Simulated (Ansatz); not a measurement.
Theory: DFT PBE, scalar-relativistic, plane waves, PAW in Ansatz 0.2.0. All cells share a 420 eV cutoff and Γ-centred k meshes spaced at most about 0.3 Å⁻¹ (about 0.25 or finer for metals, 2π included). No spin polarisation in the final relaxations.

All energies are static (0 K, no zero-point motion).

Two forms of Al2Cu3 were relaxed alike.

A.

Space group R-3m:H (No. 166). a = 4.168 Å, b = 4.168 Å, c = 12.996 Å, α = 90.00°, β = 90.00°, γ = 120.00°
```csv
atom,site,symmetry,x,y,z
Al,6c,3m,0.0000,0.0000,0.8970
Cu,6c,3m,0.3333,0.6667,0.9681
Cu,3b,-3m,0.6667,0.3333,0.8333
```

B.

Space group P6_3/mmc (No. 194). a = 2.739 Å, b = 2.739 Å, c = 20.913 Å, α = 90.00°, β = 90.00°, γ = 120.00°
```json
{"atom": "Al", "site": "4f", "symmetry": "3m.", "x": "0.3333", "y": "0.6667", "z": "0.9440"}
{"atom": "Cu", "site": "2d", "symmetry": "-6m2", "x": "0.3333", "y": "0.6667", "z": "0.7500"}
{"atom": "Cu", "site": "4f", "symmetry": "3m.", "x": "0.3333", "y": "0.6667", "z": "0.1535"}
```

Question: Which is lower in energy, and by how much?

Answer: A is lower, by 170 meV/atom. A has Al and Cu ordered on bcc sites, space group R-3m (No. 166), 13.0 Å³/atom and no gap on its mesh; B has Al and Cu ordered on hcp sites, space group P6_3/mmc (No. 194), 13.6 Å³/atom and no gap. Counting all near atoms (those within 1.25 times the shortest distance at each site; a plus sign parts nearer from farther groups), A has Al 14, Cu 8+6 and B has Al 12, Cu 12. The denser one is the lower, and pressure would at first widen the difference. In A, around Al lie 7 Cu at 2.54–2.58 Å, 1 Al at 2.68 Å, 3 Al at 2.92 Å and 3 Cu at 2.98 Å; around Cu on a site of symmetry 3m lie 4 Cu at 2.55–2.58 Å, 4 Al at 2.58 Å, 3 Cu at 2.98 Å and 3 Al at 2.98 Å; Cu on a site of symmetry -3m is surrounded by 6 Al at 2.54 Å, 2 Cu at 2.58 Å and 6 Cu at 2.98 Å. In B, Al has 3 Cu at 2.58 Å and 9 Al at 2.74–2.83 Å; around Cu on a site of symmetry -6m2 lie 6 Cu at 2.56 Å and 6 Cu at 2.74 Å; Cu on a site of symmetry 3m has 3 Cu at 2.56 Å, 3 Al at 2.58 Å and 6 Cu at 2.74 Å. Both come from invented guesses.

Cells relaxed within their symmetry can be saddle points.

The preference for A most likely reflects chemical order more than packing. In A, Al has 7 Cu neighbours at 2.54–2.58 Å and only one comparably close Al. B instead stacks Al and Cu in separate slabs, leaving Al with 3 Cu and 9 Al neighbours, and the Cu at the middle of its slab with no Al neighbour at all. Aluminium and copper attract each other strongly in alloys, through mixing of Al sp states with Cu s and d states and some charge redistribution, so B forfeits much of the energy gained on mixing. The smaller volume of A fits this picture.

A bcc-based arrangement also agrees with the known chemistry of copper-rich Al–Cu alloys, where electron concentration favours bcc-derived and γ-brass-related phases. However, lattice and ordering change together here, so the 170 meV/atom can't be read as a bcc–hcp difference; a better-mixed hcp ordering would probably narrow the gap. Nor does the comparison show that A is stable against separation into neighbouring Al–Cu compounds.
